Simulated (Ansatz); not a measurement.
## Ag: energy along a strain

Ag, Fm-3m, a = 4.086 Å (as given, not relaxed at this level: -2.6 GPa). Ansatz: PBEsol, PAW, 420 eV, Γ-centred 20×20×20 mesh on 1 atom, Gaussian smearing 0.15 eV; no spin polarisation. Cell vectors (Å): 0.000 2.043 2.043; 2.043 0.000 2.043; 2.043 2.043 0.000. The cell is strained by x per cent times the pattern (0 0 1 0 0 0) in the order xx yy zz yz xz xy (engineering shears), with fractional coordinates held. y is the free energy over the start, V0 = 17.057 Å³/atom. Points with a strain past 8.5 % were computed too (3) and aren't used here.

```
x (%) y (meV/atom)
-7.50             ?
-5.00          5.32
-2.50         -2.42
 0.00          0.00
 2.50         11.10
 5.00         29.63
 7.50         54.38
```

Task: Fit y = c1 x + c2 x² + c3 x³ to the other rows, get the stiffness along the pattern, and predict the missing energy.

Result: Least squares on the rows shown. y = 2.7792 x + 0.69918 x² − 0.013758 x³. The clamped-ion stiffness p·C·p = 2 × 6.992 eV × 160.2 / 17.057 Å³ = 131 GPa, which is C33 in these axes (C11 of the cubic crystal) (second derivative at the start, which stands under stress). At x = -7.50 the fit asked for gives 24.29 meV/atom. The run gave 24.74 meV/atom, so the fit is 0.45 meV/atom too low, 0.79 % of the span of the series, against an rms of 0.03 meV/atom on the fitted rows. The row lies outside the fitted range. With a term in x⁴ added, a fit to the same known rows predicts 24.79 meV/atom, so most of the miss is curvature that the known rows already hold.

The lower energy on moderate compression shows that this cell is stretched relative to the PBEsol equilibrium. That fits the functional's tendency to bind silver slightly too tightly, while a lattice constant measured at room temperature would also include thermal expansion. The linear term therefore accounts for most of the asymmetry between 5.32 and 29.63 meV/atom at equal and opposite strains.

The negative cubic coefficient is the true anharmonic part: the crystal stiffens as it is compressed and softens as it is extended. Overlap repulsion between the filled 4d shells and the kinetic energy of the sp electrons rise faster at short distances than the cohesion changes. The stiffness of 131 GPa is close to the known value for silver, but the stretched lattice probably lowers it from the functional's own equilibrium value, so the agreement partly reflects the chosen volume. Holding the fractional coordinates costs nothing here, since a one-atom cell has no internal relaxation. Resistance to shear, and with it elastic stability, can't be judged from this single strain pattern.
